## Appendix: Grain texture and the saturation polarization of poled rhombohedral Pb(Zr,Ti)O$_3$

The saturation ratios $P/P_s$ of a poled ferroelectric ceramic rest on the assumption that the grains are oriented at random. This appendix locates that assumption in the derivation, derives the first correction when it is dropped, and evaluates it for rhombohedral Pb(Zr,Ti)O$_3$ (PZT). Miller indices are pseudocubic. Polarizations are in µC/cm², and pole densities are in multiples of a random distribution (m.r.d.). Piezoelectric coefficients $d_{i\lambda}$ use Voigt indices with engineering shear strains, and axis 3 is the poling axis.

### A.1 The result for a random ceramic

The seven Curie limiting groups are $\infty$, $\infty m$, $\infty 2$, $\infty/m$, $\infty/mm$, $\infty\infty$ and $\infty\infty m$. An unpoled ceramic with random grains has $\infty\infty m$ and a uniform electric field has $\infty m$. By Curie's principle the poled body retains the common subgroup $\infty m$.

The tensor $d_{ijk}=d_{ikj}$ has 18 components. Under rotations they decompose into one set with $l=3$, one with $l=2$ and two with $l=1$. All four sets are odd under inversion, so the $l=2$ set is a pseudotensor. An $\infty$ axis keeps the $m=0$ member of each set, which leaves four constants: $d_{33}$, $d_{31}=d_{32}$, $d_{15}=d_{24}$ and $d_{14}=-d_{25}$. Because $|m|\le 3$, a sixfold axis imposes the same conditions. A mirror containing the axis reverses the $m=0$ pseudotensor member and keeps the other three, so $\infty m$ has the form of $6mm$. A twofold axis normal to the main axis multiplies an $m=0$ member by $(-1)^l$, so $\infty 2$ keeps only $d_{14}=-d_{25}$.

For the polarization, let $\mathbf n=(n_1,n_2,n_3)$ be the unit vector of the field in the cubic frame of a grain, and $\mathbf p_k$ the allowed polar directions. If the field direction is the same in all grains and each grain switches wholly to the nearest $\mathbf p_k$, the component of the polarization along the field is

$$\frac{P}{P_s}=\frac{1}{4\pi}\oint w(\mathbf n)\,g(\mathbf n)\,d\Omega,\qquad g(\mathbf n)=\max_k\,\mathbf p_k\cdot\mathbf n .$$

Here $w(\mathbf n)$ is the volume-weighted density of field directions (the inverse pole figure of the poling axis), with mean value one over the sphere. Angular brackets denote the plain spherical mean, and $\langle\cdot\rangle_w$ the mean with weight $w$. For $w=1$ the three perovskite cases are as follows.

- Rhombohedral, eight $\langle111\rangle$ directions: $g=(|n_1|+|n_2|+|n_3|)/\sqrt3$. Each $\langle|n_i|\rangle=1/2$, so $P/P_s=\sqrt3/2=0.866$.
- Tetragonal, six $\langle100\rangle$ directions: $g=\max_i|n_i|$. The integral of $n_3$ over the cell $n_3\ge|n_1|,|n_2|$ is the area of its projection on the $(n_1,n_2)$ plane, the overlap of the ellipses $2n_1^2+n_2^2\le1$ and $n_1^2+2n_2^2\le1$, which is $2\sqrt2\arctan(1/\sqrt2)$. Six cells give $P/P_s=(3\sqrt2/\pi)\arctan(1/\sqrt2)=0.831$.
- Orthorhombic, twelve $\langle110\rangle$ directions: $g=(\sum_i|n_i|-\min_i|n_i|)/\sqrt2$. The same projection, now on the part of the unit disc outside both ellipses, gives $\langle\min_i|n_i|\rangle=3/2-(3\sqrt2/\pi)\arctan\sqrt2$, so $P/P_s=(3/\pi)\arctan\sqrt2=0.912$.

With 180° switching only, every domain keeps its axis and takes the favourable sign, and the mean of $|\cos\theta|$ over the sphere is 0.5.

### A.2 Where randomness enters

The assumption is used twice. It supplies the group $\infty\infty m$ of the unpoled body, and it sets $w=1$ in the integral. The two uses fail independently. A fibre texture has the group $\infty/mm$, and a field along the fibre axis again leaves $\infty m$, so the tensor form survives while the number 0.866 changes. A field normal to the fibre axis leaves $mm2$, and a field at a general angle leaves $m$.

The texture in question is that of the grains, fixed during processing and referred to the cubic parent lattice. Poling changes the populations of the eight variants inside a grain (the domain texture), and this is what $g$ describes. It leaves the orientation of the parent lattice unchanged apart from rotations of the order of the rhombohedral distortion, which are bounded in A.6.

### A.3 The first correction

The function $g$ is invariant under the parent group $m\bar3m$, so only the part of $w$ with that symmetry contributes. The number of harmonics of degree $l$ invariant under the rotation group 432 follows from the characters $\chi_l(\alpha)=\sin[(2l+1)\alpha/2]/\sin(\alpha/2)$:

$$N_l=\tfrac1{24}\left[(2l+1)+8\chi_l(2\pi/3)+6\chi_l(\pi/2)+9\chi_l(\pi)\right].$$

Inversion restricts $l$ to even values, for which $N_l=1,0,1,1,1,1,2$ at $l=0,2,4,6,8,10,12$. There is no invariant at $l=2$, and the lowest anisotropic term has $l=4$.

For the rhombohedral $g$ the expansion can be written in closed form. With Legendre polynomials $P_l$,

$$|\mu|=\sum_{l\ \mathrm{even}}a_lP_l(\mu),\qquad a_l=(2l+1)\int_0^1\mu P_l(\mu)\,d\mu ,$$

$$a_0=\tfrac12,\quad a_2=\tfrac58,\quad a_4=-\tfrac3{16},\quad a_6=\tfrac{13}{128},\quad a_8=-\tfrac{17}{256}.$$

Defining $A_l(\mathbf n)=\tfrac13\sum_iP_l(n_i)$ and the texture moments $W_l=\langle A_l\rangle_w$, one has the exact series

$$\frac{P}{P_s}=\sqrt3\sum_{l\ \mathrm{even}}a_lW_l .$$

The large coefficient $a_2$ drops out because $\sum_iP_2(n_i)=(3\sum_in_i^2-3)/2=0$. For $l=4$ and $l=6$ introduce cubic harmonics scaled to unity along $[001]$,

$$k_4=\tfrac52\left(n_1^4+n_2^4+n_3^4-\tfrac35\right)=\tfrac{12}{7}A_4,\qquad k_6=8A_6 .$$

Along $[111]$ they take the values $k_4=-2/3$ and $k_6=16/9$. The addition theorem $\langle P_l(\mathbf n\cdot\mathbf a)P_l(\mathbf n\cdot\mathbf b)\rangle=P_l(\mathbf a\cdot\mathbf b)/(2l+1)$ gives $\langle A_l^2\rangle=A_l([001])/(2l+1)$, hence $\langle k_4^2\rangle=4/21$ and $\langle k_6^2\rangle=8/13$. Writing $\Delta=P/P_s-\sqrt3/2$, the first correction is

$$\Delta^{(4)}=-\frac{3\sqrt3}{16}W_4=-\frac{7\sqrt3}{64}\langle k_4\rangle_w=-0.189\,\langle k_4\rangle_w .$$

A preference of the field for $\langle100\rangle$ lowers the saturation polarization and a preference for $\langle111\rangle$ raises it. The exact bounds are the extreme values of $g$, namely $1/\sqrt3=0.577$ for a perfect $\langle001\rangle$ texture and 1 for a perfect $\langle111\rangle$ texture.

The correction can be expressed through pole densities. Let $w=1+c_4k_4+c_6k_6$. Then $W_4=\tfrac7{12}\cdot\tfrac4{21}c_4=c_4/9$ and $W_6=\tfrac18\cdot\tfrac8{13}c_6=c_6/13$, so

$$\Delta=-\frac{\sqrt3}{48}c_4+\frac{\sqrt3}{128}c_6 .$$

The densities of $\{100\}$ and $\{111\}$ poles along the poling axis are $m_{100}=w([001])=1+c_4+c_6$ and $m_{111}=w([111])=1-\tfrac23c_4+\tfrac{16}9c_6$. With $c_6=0$ one pole suffices,

$$\Delta\simeq-\frac{\sqrt3}{48}(m_{100}-1)=-0.0361\,(m_{100}-1).$$

Solving for both coefficients gives $c_4=(16u-9v)/22$ and $c_6=(6u+9v)/22$, with $u=m_{100}-1$ and $v=m_{111}-1$, and therefore

$$\Delta\simeq\frac{\sqrt3}{768}\left[9(m_{111}-1)-10(m_{100}-1)\right].$$

The rhombohedral phase suits the one-pole form. The threefold axis permutes the three cube axes, so the $h00$ reflections stay unsplit and, apart from anomalous dispersion, have the same intensity in all variants. They record the grain texture whatever the state of poling. The $111$ reflection splits, and $m_{111}$ has to be formed from both components after division by their structure factors.

### A.4 A one-parameter texture and the order of the correction

For an arbitrary weak texture all $W_l$ are linear in $w-1$, and calling the $l=4$ term the first correction requires that $w$ be smooth. A model family makes the ordering explicit. Let one crystal direction $\mathbf h$ be spread about the fibre axis with density $s(\mu)$, where $\mu$ is the cosine of the angle between them, and let rotations about $\mathbf h$ be random. The addition theorem then factorizes the moments for a field along the fibre axis:

$$W_l=s_l\,A_l(\mathbf h),\qquad s_l=\int_0^1s(\mu)P_l(\mu)\,d\mu .$$

For $l=4$ this reads $\langle k_4\rangle_w=s_4\,k_4(\mathbf h)$. Take the March–Dollase function,

$$s(\mu)=\left[r^2\mu^2+\frac{1-\mu^2}{r}\right]^{-3/2}=\sqrt{1-\kappa}\,(1-\kappa\mu^2)^{-3/2},\qquad \kappa=1-r^3 ,$$

which is normalized on $0\le\mu\le1$, is random at $r=1$, and concentrates $\mathbf h$ along the axis for $r<1$. The binomial series is $1+\tfrac32\kappa\mu^2+\tfrac{15}8\kappa^2\mu^4+\tfrac{35}{16}\kappa^3\mu^6+\dots$, and $\mu^{2j}$ is orthogonal to $P_l$ for $l>2j$, so $s_l$ starts at order $\kappa^{l/2}$. The integrals needed over $0\le\mu\le1$ are $\int\mu^2P_2=2/15$, $\int\mu^4P_4=8/315$, $\int\mu^6P_4=8/231$ and $\int\mu^6P_6=16/3003$. With $\sqrt{1-\kappa}=1-\kappa/2+\dots$ they give $s_4=\kappa^2/21+4\kappa^3/77+\dots$ The variable $t=3\ln(1/r)$, for which $\kappa=1-e^{-t}=t-t^2/2+\dots$, absorbs most of the cubic term:

$$s_2=\frac t5+\dots,\qquad s_4=\frac{t^2}{21}\left(1+\frac t{11}+\dots\right),\qquad s_6=\frac{5t^3}{429}+\dots$$

The part of the texture linear in $t$ is pure $l=2$ and is removed by cubic symmetry. The first correction is quadratic,

$$\Delta=-\frac{\sqrt3}{192}\,k_4(\mathbf h)\,t^2+O(t^3).$$

Adding the cubic part of $s_4$ and the $l=6$ term, with $A_6([001])=1/8$ and $A_6([111])=2/9$,

$$\Delta_{\langle001\rangle}=-\frac{\sqrt3\,t^2}{192}\left(1+\frac t{16}+\dots\right),\qquad \Delta_{\langle111\rangle}=\frac{\sqrt3\,t^2}{288}\left(1+\frac t6+\dots\right).$$

Exact values test the truncation. For $\mathbf h=[001]$ the azimuthal mean of $|n_1|+|n_2|$ is $(4/\pi)\sqrt{1-\mu^2}$. The two remaining integrals are $\int_0^1s\mu\,d\mu=1/(1+r^{3/2})$ and, with $\mu=\sin\psi$, $\int_0^1s\sqrt{1-\mu^2}\,d\mu=r^{3/2}[K(\kappa)-E(\kappa)]/\kappa$, where $K$ and $E$ are the complete elliptic integrals with parameter $\kappa$ (the square of the modulus). Thus

$$\frac{P}{P_s}\bigg|_{\langle001\rangle}=\frac1{\sqrt3}\left[\frac1{1+r^{3/2}}+\frac4\pi\,r^{3/2}\,\frac{K(\kappa)-E(\kappa)}{\kappa}\right].$$

For $\mathbf h=[111]$ the three cube axes are equivalent, each with direction cosine $1/\sqrt3$, and $P/P_s$ is the mean of $|\mu+\sqrt{2(1-\mu^2)}\cos\phi|$ over $\phi$ and $s(\mu)$. The mean over $\phi$ is $\mu$ for $\mu^2\ge2/3$ and $(2/\pi)[\mu\arcsin(\mu/\sqrt{2-2\mu^2})+\sqrt{2-3\mu^2}]$ otherwise, which leaves one quadrature. The pole density of the $\langle001\rangle$ texture averages $s$ over the three cube axes, $m_{100}=(r^{-3}+2r^{3/2})/3$.

| $r$ | $m_{100}$ of the $\langle001\rangle$ texture | $10^3\Delta_{\langle001\rangle}$, $t^2$ term | $10^3\Delta_{\langle001\rangle}$, exact | $10^3\Delta_{\langle111\rangle}$, $t^2$ term | $10^3\Delta_{\langle111\rangle}$, exact |
|---|---|---|---|---|---|
| 0.9 | 1.026 | −0.90 | −0.92 | 0.60 | 0.63 |
| 0.8 | 1.128 | −4.04 | −4.16 | 2.70 | 2.93 |
| 0.6 | 1.853 | −21.2 | −21.6 | 14.1 | 15.7 |
| 0.4 | 5.377 | −68.2 | −64.3 | 45.4 | 45.1 |

Among these entries the largest departures of the $t^2$ term from the exact value are 6 % for $\langle001\rangle$, at $r=0.4$, and 10 % for $\langle111\rangle$, at $r=0.6$. The close match for $\langle111\rangle$ at $r=0.4$ comes from a cancellation among higher terms. As $r\to0$ the $t^2$ term grows without limit, while the exact values tend to the bounds of A.3.

The pole formulas can be tried on the same model at $r=0.8$. The $\langle001\rangle$ texture has $m_{100}=1.128$ and $m_{111}=s(1/\sqrt3)=0.934$. The one-pole estimate is $-0.00462$ and the two-pole estimate $-0.00423$, against the exact $-0.00416$. The $\langle111\rangle$ texture has $m_{100}=s(1/\sqrt3)=0.934$ and $m_{111}=[s(1)+3s(1/3)]/4=1.072$, and the two-pole estimate is $0.00295$ against the exact $0.00293$.

### A.5 Two consequences

**Restricted switching.** Suppose the four $\langle111\rangle$ axes of each grain are equally populated before poling and only 180° reversal occurs. Then $g$ is replaced by $g_{180}=\tfrac14\sum_{k=1}^4|\mathbf p_k\cdot\mathbf n|$, with one $\mathbf p_k$ for each axis. Since $N_4=1$, the mean of $P_4(\mathbf p_k\cdot\mathbf n)$ over the four axes is proportional to $k_4(\mathbf n)$, and its value at $\mathbf n=[001]$ fixes the factor as $P_4(1/\sqrt3)=-7/18$. Multiplication by $a_4$ gives

$$\frac{P_{180}}{P_s}=\frac12+\frac7{96}\langle k_4\rangle_w+\dots$$

The coefficient $7/96=0.0729$ has the sign opposite to that of full switching. The end points agree with this. Along $[001]$ all four axes make the same angle with the field and $g_{180}=g=1/\sqrt3$, which lies above $1/2$. For the March–Dollase $\langle001\rangle$ texture the leading shift is $t^2/288$, or 0.008 at $r=0.6$.

A simple interpolation lets a fraction $\eta$ of the volume of every grain go to the nearest axis while the rest reverses by 180° only. Both averages are linear in the volumes, so

$$\frac{P}{P_s}=\frac12+\eta\,\frac{\sqrt3-1}2+\left[(1-\eta)\frac7{96}-\eta\,\frac{7\sqrt3}{64}\right]\langle k_4\rangle_w+\dots$$

The $l=4$ correction vanishes at $\eta=2/(2+3\sqrt3)=0.278$ and changes sign there. Taking $\eta$ independent of $\mathbf n$ is a further assumption, since the driving force for a non-180° switch depends on $\mathbf n$. The crossing point belongs to this model only.

**Field inclined to the fibre axis.** For full switching and an angle $\beta$ between field and fibre axis, the addition theorem multiplies each $W_l$ by $P_l(\cos\beta)$. At $\beta=90°$ the $l=4$ correction is $3/8$ of its axial value. The grain average $G(\mathbf E)$ of $\max_k\mathbf p_k\cdot\mathbf E$ has the gradient $\mathbf P/P_s$, because the gradient of the maximum is the maximizing $\mathbf p_k$. With $G=|\mathbf E|[\sqrt3/2+\Delta^{(4)}P_4(\cos\beta)]$, where $\Delta^{(4)}$ is the axial value, the component normal to the field, counted towards increasing $\beta$, is

$$\frac{P_\perp}{P_s}=\Delta^{(4)}\,\frac{dP_4(\cos\beta)}{d\beta}=-\Delta^{(4)}\,\frac{\sin\beta\,(35\cos^3\beta-15\cos\beta)}2 .$$

It vanishes at $\beta=0$ and $90°$, as $\infty m$ and $mm2$ require, and is allowed in the mirror plane of $m$. At $\beta=30°$ the derivative is $-45\sqrt3/32=-2.44$. For the $\langle001\rangle$ texture with $r=0.6$, where the leading term is $-0.0212$, this gives $P_\perp\approx0.05\,P_s$, a tilt of about 3° away from the fibre axis. Differentiation raises the relative weight of the terms with $l\ge6$, so one figure is all that the estimate supports.

### A.6 Size in rhombohedral PZT

On the Zr-rich side of the morphotropic boundary the polar axis lies along $\langle111\rangle$ with point group $3m$, in the $R3m$ form and in the $R3c$ form with octahedral tilts, and the eight-variant analysis applies to both. As an approximate single-domain input take $P_s\approx45$ µC/cm² at room temperature. The random, fully switched ceramic then has 39 µC/cm², and perfect $\langle001\rangle$ and $\langle111\rangle$ textures give 26 and 45 µC/cm².

The values of $r$ in the table are illustrative inputs. A body sintered from equiaxed powder in the cubic phase has little shape anisotropy for pressing to act on, and $r=0.9$ to $0.8$, with $m_{100}$ up to 1.128, serves here to represent a weak accidental texture. The values $0.6$ and $0.4$ represent deliberate texture of moderate strength. From the exact columns the shifts $\Delta\cdot P_s$ are:

| $r$ | $\langle001\rangle$ (µC/cm²) | $\langle111\rangle$ (µC/cm²) |
|---|---|---|
| 0.9 | −0.04 | 0.03 |
| 0.8 | −0.19 | 0.13 |
| 0.6 | −1.0 | 0.7 |
| 0.4 | −2.9 | 2.0 |

Three effects left out of the integral in A.1 compete with these shifts.

1. Incomplete non-180° switching. The polar directions of a grain differ by $\arccos(1/3)=70.5°$, $109.5°$ or $180°$. The first two switches change the spontaneous strain and are resisted by the neighbouring grains. In the interpolation of A.5 the slope with respect to $\eta$ is $(\sqrt3-1)/2=0.366$, so a shortfall of 0.1 in $\eta$ costs $0.0366\,P_s$, or 1.6 µC/cm². A shortfall of 0.011 already equals the whole $\langle001\rangle$ correction at $r=0.8$.
2. Porosity. A pore fraction of 2 %, taken as a typical input, removes that share of the polar volume and lowers $P/P_s$ by 0.017, or 0.8 µC/cm², before any effect on the local field is counted.
3. Rhombohedral distortion. The cell angle differs from 90° by approximately 0.3°, or 0.0052 rad. Domains joined along coherent walls are rotated from the parent frame by angles of this order. A rotation by a small angle $\delta$ changes $g=\cos\theta$ by at most $\delta\sin\theta$, and in the random ceramic $\langle\sin\theta\rangle^2\le1-\langle\cos^2\theta\rangle\le1-\langle\cos\theta\rangle^2=1/4$. For $\delta=0.0052$ the average moves by no more than 0.0026, or 0.1 µC/cm². The leading $\langle001\rangle$ correction, $(3\sqrt3/64)(\ln r)^2$ in magnitude, reaches this bound at $r=0.84$.

For weak texture the correction is therefore at most 0.5 % of 0.866 over the range $r\ge0.8$. It lies below the distortion bound at $r=0.9$ and well below the first two effects throughout that range, so a remanent polarization far under $0.866\,P_s$ cannot be attributed to it. At $r=0.4$ the $\langle001\rangle$ texture lowers the fully switched value from 0.866 to 0.802 and the $\langle111\rangle$ texture raises it to 0.911. Shifts of this size match or exceed that of a 0.1 change in $\eta$, and an extent of non-180° switching inferred from the polarization of such a ceramic requires both reference values, $\sqrt3/2$ and $1/2$, to be corrected with the moments $W_l$ of the sample.